Problem. An HgTe quantum well at its critical thickness, typically about 6.3 nm, is modelled as one gapless cone E = ±ħvk with degeneracy g = 2. Inputs: v = 7.0×10⁵ m/s, chosen to represent the typical electron-band slope at this density; gate-fixed net density n − p = 1.0×10¹¹ cm⁻²; transport time τ = 0.75 ps, chosen to give a typical mobility near 10⁵ cm²/(V s). Compiled bulk HgTe values: static ε = 21 (Zhu 2018), TO 116 cm⁻¹ and LO 139 cm⁻¹ (Cardona 2009). Approximate inputs for sizing neglected terms: electron band E ≈ Ak + Dk² with A = 0.37 eV nm, D = 0.7 eV nm²; gap drift of 10 meV between 4.2 K and 40 K; four spin-degenerate valence side maxima of mass 0.2 mₑ, 20 meV below the Dirac point. Fields vary as exp(−iωt); the electron charge is −e. Find (a) the dc sheet conductivity at 4.2 K, (b) σ at 0.50 THz, (c) the dc value at 40 K, (d) the dc value at μ = 0 and 40 K. Repeat (c) and (d) for τ ∝ |E|.

Student: I would take the graphene formula, prefactor 2e²kT/(πħ²), and be done.

Lecturer: That counts two valleys times two spins. This well has a single valley at Γ, so you would be high by a factor 2. Derive it. In a field F the linearised Boltzmann equation is ∂δf/∂t − eF·u ∂f₀/∂E = −δf/τ, with u the group velocity, so δf = eF·u (∂f₀/∂E) τ/(1 − iωτ). The current is j = −e g ∫ d²k/(2π)² u δf. On the cone |u| = v, the angular average of uₓ² is v²/2, and the density of states is g|E|/(2πħ²v²). Hence

σ(ω) = [g e²/(4πħ²)] ∫ dE |E| (−∂f₀/∂E) τ/(1 − iωτ),

with E running over both cones.

Student: The velocity has cancelled. That looks wrong.

Lecturer: At given μ it cancels: faster carriers, fewer states. It returns through μ(n). For constant τ, integrate by parts on each cone, with η = μ/kT: ∫|E|(−∂f₀/∂E)dE = kT[ln(1 + e^η) + ln(1 + e^(−η))] = 2kT ln[2cosh(η/2)]. For g = 2,

σ(ω) = [e²kT/(πħ²)] ln[2cosh(μ/2kT)] τ/(1 − iωτ).

For |μ| ≫ kT the logarithm tends to |μ|/2kT and σ₀ = e²|μ|τ/(2πħ²). Do (a).

Student: n = g k_F²/(4π), so k_F = √(2π × 1.0×10¹¹ cm⁻²) = 7.93×10⁵ cm⁻¹ = 0.0793 nm⁻¹. With ħv = 460.7 meV nm, E_F = 36.52 meV. At 4.2 K, kT = 0.362 meV and E_F/kT = 101, so μ = E_F. The prefactor is e²τ/(πħ²) = 88.3 µS/meV, and σ₀ = ½ × 88.3 µS/meV × 36.52 meV = 1.61 mS, or 620 Ω per square, or 41.6 e²/h. But you also write σ₀ = ne²τ/m_c, and these carriers are massless.

Lecturer: The mass is momentum over velocity, m_c = ħk_F/v = E_F/v² = 0.0131 mₑ. Since n = E_F²/(2πħ²v²), you get n/m_c = E_F/(2πħ²): the same expression. The mobility is μₑ = eτ/m_c = 1.01×10⁵ cm²/(V s), which only returns what τ was chosen for. More useful is ℓ = vτ = 0.525 µm. For g = 2 the formula reads σ₀ = (e²/h) k_Fℓ, so k_Fℓ = 41.6 ≫ 1 and the Boltzmann picture holds.

Student: For (b), ωτ = 2π × 0.50 THz × 0.75 ps = 2.36 and 1 + ω²τ² = 6.55. Then σ = σ₀(1 + iωτ)/(1 + ω²τ²) = (0.246 + 0.580 i) mS. The real part halves at 1/(2πτ) = 0.212 THz, so we are on the inductive side. But a gapless system absorbs between the cones at any frequency. You dropped that.

Lecturer: Only where the final state is empty. Vertical transitions connect −ħω/2 with +ħω/2, so Pauli blocking holds up to 2E_F = 73.0 meV, and our photon carries 2.07 meV. Above threshold the golden rule gives g e²/(16ħ) = 30.4 µS. The photon energy is also 16.7 cm⁻¹, far below the TO phonon at 116 cm⁻¹.

Student: For (c), η stays near 10, the logarithm is still μ/2kT, and nothing changes.

Lecturer: The gate fixes n − p, not μ. Integrating the densities by parts gives an exact sum,

n + p = [g/(4πħ²v²)] ∫E²(−∂f₀/∂E)dE = [g/(4πħ²v²)] (μ² + π²k²T²/3).

Here p carries a factor e^(−η) and can be dropped, so μ² = E_F² − π²k²T²/3.

Student: kT = 3.447 meV, μ² = 1333.9 − 39.1 = 1294.8 meV², μ = 35.98 meV. Then σ = 1.59 mS, lower by 1.5 %. With τ fixed?

Lecturer: Yes, because m_c grows with energy and smearing at fixed density raises the average mass. Holding τ fixed is an assumption, tolerable for optical phonons: the LO energy is 17.2 meV and its occupation at 40 K is 0.007. Do not take 1.5 % as a prediction. A well critical at 4.2 K has a half-gap M ≈ 5 meV at 40 K, and m_c = √(M² + ħ²v²k_F²)/v² rises by 0.9 %, which rivals the thermal term.

Student: Why should τ go as |E| at all?

Lecturer: Take charged impurities in the well plane, V(q) = e²/[2ε₀ε(q + q_TF)]. The Thomas–Fermi wavevector is q_TF = g r_s k_F with r_s = e²/(4πε₀εħv) = 0.149, so q_TF = 0.30 k_F; the bulk ε is only a guide, since the barriers also screen. Because q_TF scales with k_F, |V|² ∝ 1/k_F². The density of final states goes as k_F, so 1/τ ∝ 1/k_F as the gate is swept. Extending this to τ(E) = τ_F|E|/E_F for all E, with τ_F = 0.75 ps and E_F = 36.52 meV held as constants, ignores thermal changes of screening. The dc integrand then holds E², the same integral as n + p:

σ = e μₑ (n + p), μₑ = e v² τ_F/E_F.

The mobility is density independent and σ is linear in the total carrier density, against σ ∝ √n for constant τ in the degenerate limit. In (c), n + p is unchanged apart from the negligible holes, so σ stays at 1.61 mS.

Student: Now (d), for a well that is critical at 40 K. Constant τ: σ = 88.3 µS/meV × 3.447 meV × ln 2 = 211 µS = 5.44 e²/h. For τ ∝ |E|: n + p = 1.0×10¹¹ cm⁻² × 39.1/1333.9 = 2.93×10⁹ cm⁻², and σ = 47.2 µS = 1.22 e²/h. Which do I believe?

Lecturer: Neither as a property of the well. The two agree at E_F and part here because thermal carriers sit at |E| ~ kT. A conductivity near e²/h means kℓ of order one, where the Boltzmann equation loses control. Both vanish as T → 0, whereas real wells typically keep a few e²/h at low temperature, where disorder puddles and quantum transport take over; the model misses low there. And μ = 0 is not neutrality. The side maxima hold 4 × [0.2 mₑ kT/(πħ²)] exp(−20 meV/kT) ≈ 3×10⁹ cm⁻² heavy holes, against 1.5×10⁹ cm⁻² on the lower cone, so neutrality lies at μ > 0. In (c) they are frozen out.

Student: One more objection. A/ħ is 5.6×10⁵ m/s, not 7.0×10⁵ m/s. Is the cone even straight?

Lecturer: Not well. At our k_F the ratio Dk_F/A is 0.15 in energy, and 2Dk_F/A is 0.30 in slope. That is why v was chosen as a slope near k_F and not at the apex. In the degenerate limit σ₀ = ne²τ/m_c with m_c = ħk_F/u(k_F) holds for any isotropic band, so (a) and (b) depend only on that local slope. The Fermi energy is less safe: Ak_F + Dk_F² = 34 meV. Nor may one v be carried over a wide gate sweep or onto the hole side, where the Dk² term lowers the slope.

Student: So the model's answers, to two figures, are 1.6 mS at dc and (0.25 + 0.58 i) mS at 0.50 THz, with v and τ chosen to be typical of such wells; warming to 40 K costs the model at most a per cent or two; and its μ = 0 values, 0.21 mS and 0.047 mS, mainly show how much the energy dependence of τ matters once kT exceeds |μ|.